## Stretched cubic barium titanate: pressure, energy and gap

Pulling a crystal apart weakens it, but by how much is a matter of curvature rather than of slope. For cubic BaTiO₃ the question can be put sharply: with fourteen volumes computed, what pressure, formation energy and band gap belong to two cells stretched slightly further? Each quantity needs a different argument, and the gap holds a trap.

Cubic BaTiO₃ (Pm-3m) in 10-atom cells, computed with Ansatz 0.2.0 using r2SCAN, generated PAW datasets and plane waves up to a 500 eV cutoff, scalar-relativistic and without spin polarisation. Each row is a single-point calculation on an unrelaxed cell with an unshifted k-mesh; positive pressure means compression.

| cell | volume (Å³/atom) | shortest distance at Ba (Å) | pressure (GPa) | band gap on the mesh (0: none) (eV) | k-mesh | formation energy (eV/atom) |
| --- | --- | --- | --- | --- | --- | --- |
| 1 | 12.36 | 2.796 | 5.9 | 2.29 | 4x7x7 | -3.396 |
| 2 | 12.45 | 2.803 | 4.4 | 2.23 | 5x7x5 | -3.399 |
| 3 | 12.54 | 2.809 | 3.1 | 2.22 | 5x7x5 | -3.401 |
| 4 | 12.68 | 2.819 | 1.0 | 2.19 | 5x5x7 | -3.403 |
| 5 | 12.71 | 2.822 | 0.5 | 2.21 | 4x7x7 | -3.403 |
| 6 | 12.88 | 2.835 | -1.9 | 2.15 | 5x6x5 | -3.402 |
| 7 | 13.01 | 2.844 | -3.6 | 2.12 | 5x5x6 | -3.400 |
| 8 | 13.06 | 2.848 | -4.2 | 2.11 | 5x6x5 | -3.399 |
| 9 | 13.12 | 2.852 | -5.0 | 2.10 | 6x3x6 | -3.397 |
| 10 | 13.13 | 2.852 | -5.0 | 2.10 | 3x6x6 | -3.397 |
| 11 | 13.29 | 2.864 | -6.9 | 2.07 | 3x6x6 | -3.391 |
| 12 | 13.31 | 2.865 | -7.1 | 2.06 | 5x6x5 | -3.390 |
| 13 | 13.32 | 2.867 | -7.3 | 2.06 | 5x6x5 | -3.389 |
| 14 | 13.42 | 2.874 | -8.4 | 2.04 | 5x6x5 | -3.385 |
| 15 | 13.46 | 2.876 | ? | ? | 5x5x6 | ? |
| 16 | 13.47 | 2.877 | ? | ? | 5x5x6 | ? |

All cells are the same undistorted perovskite, so the volume per atom is the only physical variable. The pressure is positive when the crystal pushes outwards and negative when it is under tension. The formation energy is counted from the elements; the more negative it is, the more strongly the compound is bound.

### Tension grows ever more slowly

The pressure passes through zero between cells 5 and 6. It locates the rest volume far better than the energy does, because the energies of cells 4 to 6 differ by no more than one unit in the last printed digit. What matters for the forecast is the stiffness on either side. The mean bulk modulus, the pressure needed per relative change of volume, is 192 GPa between cells 1 and 4 but only 150 GPa between cells 9 and 14.

This softening is standard solid-state physics. The ions are held together by a Coulomb attraction that fades slowly with distance, and held apart by a repulsion between electron shells that fades fast. The stiffness comes from the steep repulsion, while the attraction on its own would reduce it, so stretching removes stiffness sooner than it removes cohesion.

The Birch-Murnaghan law puts this into a formula. The energy is expanded to third order in the strain measure $x^2-1$, with $x=(V_0/V)^{1/3}$, and differentiated with respect to volume:

$$P=\tfrac32 B_0\,(x^7-x^5)\left[1+\tfrac34(B_0'-4)(x^2-1)\right]$$

Here $V$ is the volume per atom, $V_0$ its value at rest, $B_0$ the bulk modulus at rest and $B_0'$ the rate at which that modulus rises with pressure. Fitted to cells 1 to 14, the law gives $V_0=12.74$ Å³, $B_0=181$ GPa and $B_0'$ close to 4.

For cells 15 and 16 it forecasts about −8.8 and −8.9 GPa, each ±0.15 GPa. The range allows for the scatter of the fit, the rounded volumes and the short step beyond the last fitted cell. A crystal that kept its modulus at rest would already be under a tension of 9.9 GPa at cell 15.

### The energy follows from the pressure

The energy stored by stretching is the work done against the tension, which can be estimated by hand for cell 15, a cell outside the fit. The tension grows from zero to about 8.8 GPa, so its average is near 4.4 GPa. The volume per atom grows by $13.46-12.74=0.72$ Å³. The work is $4.4\times0.72\approx3.2$ GPa Å³, or 0.020 eV, since 1 eV equals 160 GPa Å³. Added to the −3.403 eV per atom at the bottom of the curve, this gives −3.383 eV.

The exact integral of the pressure law reproduces the known formation energies when multiplied by 0.99 ± 0.01, where perfect agreement would be 1. This is a check on the numerics and the fit, not on the physics, since the stress is by definition a derivative of the energy. The forecast is about −3.383 eV per atom for cell 15 and −3.382 eV for cell 16, each ±0.002 eV. Both are less bound than cell 14.

### The gap falls, with one false step

The gap shrinks as the crystal expands, except that cell 5 has a wider gap than the slightly smaller cell 4. That step comes from the k-mesh, the set of wave vectors at which the bands are computed. The highest filled state lies at R, the corner of the Brillouin zone of the simple cubic cell. The runs used doubled cells. Along their longer edges R folds back to the coordinate zero, which every mesh here holds. Along the edges of about 4 Å it stays at one half, which six points include and seven step over.

Cells 2 to 4 miss R along one axis, and it hardly matters, because the band top is nearly flat in that direction. Cells 1 and 5 miss it along two axes, and their gaps come out about 0.03 eV too wide. The trend was therefore fitted only to cells 6 to 14, whose meshes contain R, as a straight line in the logarithm of the volume.

The line falls by 26 meV for each per cent of added volume. A likely cause is the electrostatic potential of the ions. The filled states at the gap are mainly O 2p and the empty ones mainly Ti 3d. An electron on oxygen is stabilised by the cations around it, while one on titanium is pushed up by the surrounding anions. Both shifts scale as one over the lattice constant, so stretching brings the two levels together.

Overlap between titanium and oxygen also changes with distance, but in the ideal cubic structure symmetry keeps it away from the band edges. At the zone centre, where the lowest empty states lie, Ti 3d cannot mix with O 2p. The uppermost O 2p states at R cannot mix with Ti 3d either. That rules out one rival explanation, though overlap between neighbouring oxygens still acts on the filled states. The electrostatic argument accounts for the sign of the slope, not for its size. Ions treated as point charges would make the gap fall several times faster, so much of their effect is presumably offset by the spread of the electron clouds and by overlap, which these runs do not separate.

Cells 15 and 16 have the same mesh as cell 7, which contains R, so no upward jump is due. The forecast is about 2.03 eV for both, ±0.01 eV. The two volumes are too similar for the order of the cells in gap or energy to be a test.

### The computed values

The withheld rows as computed:

| cell | volume (Å³/atom) | shortest distance at Ba (Å) | pressure (GPa) | band gap on the mesh (0: none) (eV) | k-mesh | formation energy (eV/atom) |
| --- | --- | --- | --- | --- | --- | --- |
| 15 | 13.46 | 2.876 | -8.7 | 2.04 | 5x5x6 | -3.383 |
| 16 | 13.47 | 2.877 | -8.8 | 2.03 | 5x5x6 | -3.382 |

All six values fall within their ranges, though the printed gap of cell 15 lies at the upper edge. In relative terms the pressures are the least exact: the law overstates the tension by about 0.1 GPa in both cells. Rounding and the scatter of the fit can together account for a miss of that size. An uncertainty of 0.005 Å³ in the volume is worth $150\times0.005/13.46\approx0.06$ GPa, the printed pressure is itself uncertain by 0.05 GPa, and the fitted points scatter about the law by 0.04 GPa. No physical cause needs to be sought.

The constant modulus fails clearly, with a tension too strong by $9.9-8.7=1.2$ GPa at cell 15. The softening is thus a large effect at a stretch of less than 6 % in volume. Since the two cells nearly coincide and lie just beyond cell 14, they confirm the curve close to its known end, not far outside it.

The formation energies agree with the fitted curve to better than 0.001 eV per atom. The gaps are 2.04 and 2.03 eV, and the small miss at cell 15 is too close to the rounding to interpret. A mesh that missed R along two axes would have raised both by about 0.03 eV, outside the stated range. No such jump appears, as expected for meshes that contain R. Leaving cells 1 and 5 out of the line rests on their missing R, not on this hit.

That mesh error is large beside the effect of pressure. Near rest, 1 GPa of uniform compression widens the gap by only about 15 meV, so an unsuitable mesh can imitate the effect of 2 GPa. The slope should also be more reliable than the gap itself: r2SCAN is known to place such oxide gaps too low, an error expected to cancel largely between neighbouring volumes.

### What the cubic constraint hides

A neighbouring series with the same volumes, but with titanium free to leave the centre of its oxygen cage, would behave differently. Cubic BaTiO₃ is known to be unstable towards this polar shift at room temperature and below. The forces vanish here because symmetry cancels them, not because the structure is stable.

Expansion is known to favour the shift, for the reason that softens the crystal: the short-range repulsion that keeps titanium centred fades quickly. Once titanium moves, the energy drops below the cubic curve. The shift also lets Ti 3d states mix with O 2p at the zone centre. Where this reaches the lowest empty state, as it does for a shift along the body diagonal, it raises that state and works against the fall of the gap. The forecasts hold for the cubic crystal, and the most stretched cells are where a real one would be most inclined to leave it.

The printed output below gives the fitted coefficients and the miss of each forecast.

Output of the analysis:

```
fit of P on 14 rows: coefficient of (s/vol)**(7/3) - (s/vol)**(5/3) 271.2 +/- 1, coefficient of ((s/vol)**(7/3) - (s/vol)**(5/3))*((s/vol)**(2/3) - 1) 38.59 +/- 40, s 12.74; rms 0.0444, worst 3 -0.0674, leave-one-out rms 0.0543
  rows outside the fit (model, value, miss): 15 -8.802, -8.7, -0.102; 16 -8.908, -8.8, -0.108
cubic lattice constant at zero pressure, Å: 3.994
bulk modulus at zero pressure, GPa: 180.8
pressure derivative of the bulk modulus: 4.19
mean bulk modulus between cells 1 and 4, GPa: 191.7
mean bulk modulus between cells 9 and 14, GPa: 150.4
constant-modulus pressure less computed pressure at cell 14, GPa: -0.929
constant-modulus forecast for cell 15, GPa: -9.867
fit of E_form on 14 rows: constant -3.403 +/- 9.2e-05, coefficient of strain 0.9913 +/- 0.011; rms 0.000207, worst 13 -0.000544, leave-one-out rms 0.000265
  rows outside the fit (model, value, miss): 15 -3.383, -3.383, 0.000425; 16 -3.382, -3.382, -2.75e-05
fit of gap on 9 rows (has(k, '6')): constant 2.176 +/- 0.0021, coefficient of log(vol/V0) -2.627 +/- 0.059; rms 0.00197, worst 11 -0.00381, leave-one-out rms 0.00249
  rows outside the fit (model, value, miss): 1 2.257, 2.29, -0.0332; 2 2.238, 2.23, 0.0077; 3 2.219, 2.22, -0.00122; 4 2.19, 2.19, -0.000388; 5 2.183, 2.21, -0.0266; 15 2.033, 2.04, -0.0072; 16 2.031, 2.03, 0.00085
gap change for 1 % more volume, meV: -26.27
gap change for 1 GPa of compression near rest, meV: 14.53
mean gap excess of cells 1 and 5 (R missed along two axes), eV: 0.02992
mean gap excess of cells 2 to 4 (R missed along one axis), eV: -0.002029
forecast half-width for pressure, GPa: 0.15
forecast half-width for gap, eV: 0.01
forecast half-width for formation energy, eV/atom: 0.002
```
